## The Spirito boundary in a 600 V superjunction MOSFET: pulse length and channel gain

During slow inrush limiting a MOSFET works in saturation with nearly the full bus voltage across it. The control loop fixes only the total current. All cells share one gate voltage, so current sharing between them is governed by $\alpha=(\partial I/\partial T)_{V_G}$. A rise $\delta T$ adds $\alpha\,\delta T$ to the current and returns $\alpha V Z\,\delta T$, with $V=V_{DS}$ and $Z=Z_{th}(t)$ the junction-to-case impedance. The Spirito criterion for instability is
$$S=\alpha(I,T)\,V\,Z>1 .$$
For a finite pulse this is a quasi-static estimate that replaces the thermal convolution by $Z$ at the pulse end.

### Boundary for a square-law channel

Take $I=Ku^2$, $u=V_G-V_T$, $K=K_c(T/T_c)^{-m}$ and $dV_T/dT=-k_v$ with $k_v>0$, where $T_c$ is the case temperature in kelvin. With $g_m=2\sqrt{KI}$,
$$\alpha=g_mk_v-\frac{mI}{T}=2k_v\sqrt{KI}-\frac{mI}{T}.$$
This vanishes at $I_{ZTC}=4Kk_v^2T^2/m^2$ and, at fixed $T$, peaks at $I_{ZTC}/4$ with the value $Kk_v^2T/m$. No current is unstable while
$$V<V^*(T)=\frac{m}{Kk_v^2TZ}.$$
Since $V^*\propto T^{m-1}$, for $m>1$ the value $V_c^*=V^*(T_c)$ is the lowest, and $V<V_c^*$ guarantees a purely power-limited forward-bias SOA. The condition is sufficient but not necessary, because the junction heats as the current rises. Put $T=T_c+\theta$ with $\theta=VIZ$. Then $S=\theta\,(2k_v/u-m/T)$, and $S=1$ fixes $u=2k_v\theta T/(T+m\theta)$. Inserting this in $V=\theta/(ZKu^2)$ with $y=\theta/T_c$ gives
$$\frac{V}{V_c^*}=\frac{[1+(1+m)y]^2(1+y)^{m-2}}{4my},\qquad I=\frac{yT_c}{VZ}.$$
The logarithmic derivative of $V$ vanishes where $(m^2-1)y^2+2(m-1)y-1=0$, at
$$y_0=\frac{\sqrt{2m(m-1)}-(m-1)}{m^2-1}.$$
The SOA leaves the power hyperbola $I_P=\Delta T/(VZ)$ at $V_{on}=V(y)$ with $y=\min(y_0,\Delta T/T_c)$, where $\Delta T$ is the allowed rise. For $m=2$, $y_0=1/3$ and $V_{on}=1.5\,V_c^*$.

### Moderate inversion

At high voltage the boundary moves to small overdrive, where the square-law $g_m/I=2/u$ exceeds the weak-inversion ceiling $q/nk_BT$, $n$ being the slope factor. The interpolation $I=Ku_0^2L^2$, with $L=\ln(1+e^{x})$, $x=(V_G-V_T)/u_0$ and $u_0=2nk_BT/q$, joins both limits. With $\sigma=1-e^{-L}$ and constant $n$,
$$\frac{\alpha}{I}=\frac{2-m}{T}+\frac{2\sigma}{L}\left(\frac{k_v}{u_0}-\frac{x}{T}\right),$$
and the boundary is $\theta\alpha/I=1$.

### Inputs and results

The inputs are illustrative values typical of a large die: $T_c=298$ K, $\Delta T=125$ K, $k_v=6$ mV/K, $m=2$, $n=1.5$, with $K_c=20$ A/V² for the superjunction (SJ) device and 5 A/V² for a coarse-pitch planar device of equal area. The assumed $Z$ is 0.05, 0.12 and 0.25 K/W at 1, 10 and 100 ms. A silicon slab of 40 mm² and 200 µm, with the compiled conductivity 130 W/(m K) (Ioffe Institute), has a resistance of 0.038 K/W, so the longer pulses are governed by die attach and leadframe. At $T_c$ the SJ device has $I_{ZTC}=64$ A and a peak $\alpha$ of 0.107 A/K at 16 A. Because $y_0=1/3$ lies below $\Delta T/T_c=0.42$, instability first appears at a rise of 99 K, inside the hyperbola, with $u=0.79$ V and $\sigma$ within 0.1 % of unity. For $m=1.5$, $y_0=0.58$ and the knee would lie on the hyperbola. The last four columns refer to $V=400$ V.

| Device, pulse | $V_c^*$ (V) | $V_{on}$ (V) | $I_P$ (A) | $I$, square law (A) | $u$ (V) | $I$, interpolated (A) |
|---|---|---|---|---|---|---|
| SJ, 1 ms | 186 | 280 | 6.25 | 1.4 | 0.30 | 1.6 |
| SJ, 10 ms | 78 | 117 | 2.60 | 0.18 | 0.097 | 0.30 |
| SJ, 100 ms | 37 | 56 | 1.25 | 0.037 | 0.044 | 0.10 |
| Planar, 10 ms | 311 | 466 | 2.60 | stable | – | stable |

### Trend

The ratio $V_{on}/V_c^*$ depends only on $m$ and $\Delta T/T_c$, so both voltages scale as $1/(K_ck_v^2Z)$. The fivefold growth of $Z$ from 1 to 100 ms lowers the knee fivefold. A fourfold smaller $K_c$ raises it fourfold, which lifts the planar device's knee above the bus voltage at 10 ms. The high channel density that serves the SJ device as a switch harms it in linear mode: it carries a given current at half the overdrive, where the same threshold drift is a larger fraction of $u$.

For $V\gg V_c^*$, $y\to V_c^*/(4mV)$ and
$$I\to\frac{1}{4K_ck_v^2Z^2V^2}.$$
The square-law boundary thus has slope $-2$ on logarithmic axes against $-1$ for the hyperbola, and it falls as $Z^{-2}$, so the gap to $I_P$ widens with pulse length. This law holds only while $u\gg u_0$, and $u_0=0.077$ V at $T_c$. The correction is small at 1 ms and approaches a factor of three at 100 ms. Deeper in weak inversion $\sigma/L\to1$, the tolerable rise approaches roughly $nk_BT_c/(qk_v)=6.4$ K, and the slope returns towards $-1$ on a hyperbola far below the rated one.

### Consequence for inrush limiting

A constant current $I$ charges a capacitor $C=It/V_0$ to $V_0=400$ V in the time $t$. Holding $V_{DS}$ at $V_0$ throughout is conservative, since it actually ramps to zero. The interpolated currents as tabulated then give the model's limits of 4.0, 7.5 and 25 µF for 1, 10 and 100 ms. A slower ramp gains because $t$ grows faster than the allowed current falls, provided the case stays at $T_c$.

These numbers belong to the model with its assumed inputs. It uses one $Z$ for the whole die and omits threshold spread, die-attach voids and threshold lowering by the drain voltage, all of which reduce the safe current. As typical knowledge, rated 10 ms limits at 400 V for dies of this class spread over about an order of magnitude between generations. For the finest-pitch parts they keep falling steeply with voltage and typically lie several times below the model's 0.30 A, so there the model is optimistic.